Empty states of a metal lie closer to the vacuum level than filled ones, so their tails should reach farther out of the surface. Why, then, does the electron density above this tungsten surface fade just as fast for the first half volt of empty states as for the filled states just below the Fermi level? Three bias windows break the simple pattern, those at +0.25, +0.5 and +1.5 V, each by a few tenths of an electronvolt. The likely cause is motion parallel to the surface, which uses up energy that would otherwise help the electron outwards.

Three sizes are worth remembering. With a barrier of 4 to 5 eV, the density outside a metal drops roughly eight- to tenfold per ångström. Raising a state by 1 eV makes it nearly three times denser at a distance of 4 Å. A sideways wave number of 0.5 Å⁻¹ costs about 1 eV and so cancels that gain.

Ansatz 0.2.0, Tersoff–Hamann STM from scalar-relativistic PBE with plane waves and PAW, no spin polarization, for a clean nine-layer W(211) slab; cutoff 420 eV, k mesh 18 × 11 × 1, Gaussian smearing 0.1 eV. Bias is measured from the Fermi level. Mean density, bright-to-dark ratio and brightest point are taken 3 Å above the topmost nucleus.

| bias (V) | log10 mean density (log10 of e/angstrom^3) | bright over dark | brightest over | apparent barrier at 4 angstrom (eV) |
| --- | --- | --- | --- | --- |
| -2.000 | -3.063 | 2.591 | between | 5.085 |
| -1.000 | -3.166 | 2.701 | between | 4.900 |
| -0.500 | -3.360 | 2.759 | between | 4.681 |
| -0.250 | -3.595 | 3.268 | between | 4.531 |
| 0.250 | -3.568 | 4.105 | W | 4.549 |
| 0.500 | -3.345 | 4.122 | W | 4.505 |
| 1.000 | -2.924 | 3.979 | W | 3.917 |
| 1.500 | -2.708 | 4.388 | W | 3.805 |

**Reading the columns**

The bias sets which states are counted: a negative value takes the filled states from the Fermi level down to that energy, a positive value the empty states up to it. The column "log10 mean density" refers to a plane 3 Å above the topmost nucleus. Under "brightest over", W means that the brightest point lies within about half an ångström, measured sideways, of some tungsten atom. From +0.25 to +1 V that atom belongs to the third layer; only at +1.5 V is it a top atom. The apparent barrier translates the decay of the mean density at 4 Å into an energy. If the density falls as e^(−sz) with height z, the barrier is C(s/2)², where C = ħ²/2m = 3.81 eV Å² and m is the electron mass.

From −2 to −0.25 V the barrier falls steadily, from 5.1 to 4.5 eV. Crossing to +0.25 V should lower it further, yet it stays where it was, and at +0.5 V it has hardly moved. It then drops by 0.59 eV on the way to +1 V. The last step, to +1.5 V, again brings only a small decrease.

**What energy alone would give**

Let φ be the work function, 4.32 eV here, and E the energy of a state measured from the Fermi level. A state that moves only along the surface normal meets a barrier φ − E. Its density therefore decays at the rate s = 2√((φ − E)/C). For modest E this rate changes by −E/√(Cφ), so after 4 Å the state carries a weight e^(bE), with b = 4 Å/√(Cφ) ≈ 0.99 per eV.

Suppose further that the levels are spread evenly in energy and start with equal density at the height of the top nucleus. Averaging E with this weight over a window from 0 to V, the bias energy in eV, gives

Ē = V/(1 − e^(−bV)) − 1/b, and a barrier φ − Ē.

No constant in this formula has been adjusted to the table.

The limiting cases show what it means. For a very narrow window Ē is V/2, so the barrier approaches the work function from both sides. For a very deep filled window the formula lets Ē level off near −1 eV, because the deepest states hardly reach a height of 4 Å. The table shows an even stronger fading: widening the window from −1 to −2 V raises the mean density at 3 Å by only about a quarter (10^(3.166 − 3.063) ≈ 1.27), where energy alone would add about half. Energy is thus not the only reason why the deep states are faint. For a wide empty window the highest states dominate instead.

Take +0.5 V as a worked case. Here bV is 0.49 and 1 − e^(−0.49) is 0.39, so Ē = 0.5/0.39 − 1/0.99 ≈ 0.27 eV. The barrier should then be about 4.05 eV. The electronic-structure calculation gives 4.51 eV, which is 0.45 eV more.

For the four filled windows the same formula falls short by 0.07 to 0.16 eV, on average by 0.11 eV. The +1 V window, short by 0.18 eV, belongs with them. The other three empty windows stand apart, with barriers 0.36 to 0.45 eV above the model. Measured from the filled average, the breaks themselves amount to 0.24 eV at +0.25 V, 0.34 eV at +0.5 V and 0.30 eV at +1.5 V.

**Why uneven levels are not enough**

The model assumes evenly spread levels, and a real metal has no such thing. If the levels in a window of empty states crowded near the Fermi level, its barrier would come out higher than the model says. This can be tested, because each window contains the narrower ones of the same sign. Subtracting their densities leaves only the outermost slice of energy, whose barrier follows from its decay between 3 and 5 Å.

Consider the extreme case in which every level of a slice sits at its lower edge. Without sideways motion, the barrier then reaches its highest possible value, φ minus that edge energy. For the slice from 0.25 to 0.5 eV this ceiling is 4.07 eV, but the density decays with a barrier of 4.43 eV. No rearrangement of levels within the slice can supply the extra 0.36 eV.

The outermost slices of the other two breaking windows also exceed their ceilings, by 0.21 eV at +0.25 V and 0.31 eV at +1.5 V. Among the remaining slices, two filled ones exceed theirs, but by less than 0.1 eV. The slice that completes the +1 V window stays 0.20 eV below its ceiling. The breaks thus belong to particular groups of states and do not grow simply with bias.

**Where the extra barrier comes from**

The wave equation in vacuum offers a direct explanation. A state with wave number k parallel to the surface has kinetic energy Ck² in that sideways motion. Only the rest of its energy counts against the barrier, so

barrier = φ − E + Ck².

Two states at the same energy can therefore reach very different distances. In a crystal each state mixes several sideways waves, whose wave numbers differ by steps set by the surface lattice. It reaches far if it contains a wave with k near zero. Some states lack that wave by symmetry and stay close to the surface.

The amount required is reasonable. An excess of 0.36 eV corresponds to k = √(0.36/3.81) ≈ 0.31 Å⁻¹, the least value that would do, since the ceiling already puts every level at the lower edge of the slice. Along the longer edge of the surface cell the zone of allowed wave numbers ends at 0.70 Å⁻¹, so this minimum takes up less than half of the available range. At that zone edge, sideways motion would add as much as 3.81 × 0.695² ≈ 1.8 eV.

On this reading, the first half electronvolt above the Fermi level offers few states with small k that reach well into the vacuum. The slice from 0.5 to 1 eV does contain them. This assignment is argued from the decay and has not been checked by sorting the states by wave number.

The density points the same way. From just below the Fermi level to the slice between 0.25 and 0.5 eV, energy alone should make each state about 1.4 times denser at 3 Å. Instead the density per state falls to 0.55 of its former value. Orbital shape also affects this number, since a compact d orbital starts with less density outside the surface, so it supports the picture less directly than the decay does.

The sudden drop at +1 V now makes sense. The newly added slice supplies about 60% of that window's density at 3 Å, because the part already present at +0.5 V is only 10^(2.924 − 3.345) ≈ 0.38 of the total. Its far-reaching states dominate the average and pull the barrier down. At +1.5 V the next slice lies higher in energy but decays no more slowly, and the barrier lags again.

The pattern of the image is a weaker guide. A single sideways wave gives a flat density, however large its k; ripples appear only where waves of different k mix within a state. Contrast and barrier need not rise together, and here the ratio of brightest to darkest point is nearly the same at +0.5 and +1 V, 4.1 and 4.0, while the excess over the model drops from 0.45 to 0.18 eV. The strength of the pattern therefore does not by itself set the size of the breaks, although the three breaking windows do have the highest ratios in the table.

**How firm the breaks are**

At 4 Å the electron still feels the tail of the surface potential, which lowers the barrier. Farther out, where this tail is weaker, the barriers of all eight windows exceed the same model, by 0.2 to 0.6 eV. Sideways motion is thus probably present in the filled windows too, partly hidden by the tail at 4 Å. The three breaking windows still have the largest excesses, but the lead of +0.25 V over −0.25 V shrinks from 0.27 to 0.08 eV.

The break at +0.25 V therefore depends on the height at which the decay is read. Some shrinkage is natural: in a mixture of states the slowly decaying ones take over with distance, and the average forgets the others. The exchange–correlation potential is also rough where the density is thin, which makes small differences in decay less reliable. In this respect the breaks at +0.5 and +1.5 V are safer to interpret.

The slab itself may contribute. In nine atomic layers, the motion along the surface normal is restricted to a limited set of standing waves, so a narrow energy window can lack a state of small k that a thick crystal would have. Between 0.25 and 0.5 eV this slab has, on average, fewer than one level for each sideways wave number. Part of the break at low positive bias may be such a thickness effect, or a result of the finite mesh of wave numbers; neither has been tested. Spin–orbit coupling, which is left out, can shift tungsten bands by energies comparable to the narrow windows and so move a break to another bias.

**Using the rule**

For someone who measures how a tunnelling current decays with distance, the apparent barrier is not simply the work function. In this table the two differ by 0.2 to 0.8 eV, and the sign of the difference changes with bias. A real tip also sets up an electric field, left out here, which lowers the barrier for filled states and raises it for empty ones by roughly half the bias energy. Agreement at one small bias would be no safeguard, because a shift from the energy window and one from sideways motion can offset each other.

To guess the behaviour of a similar metal surface, first ask at which energies it has states with small k that extend into the vacuum. While the window contains such states near its upper edge, the barrier should follow the energy model. If they begin only at a higher energy, the barrier stays high until the window reaches them, then drops as the density rises.
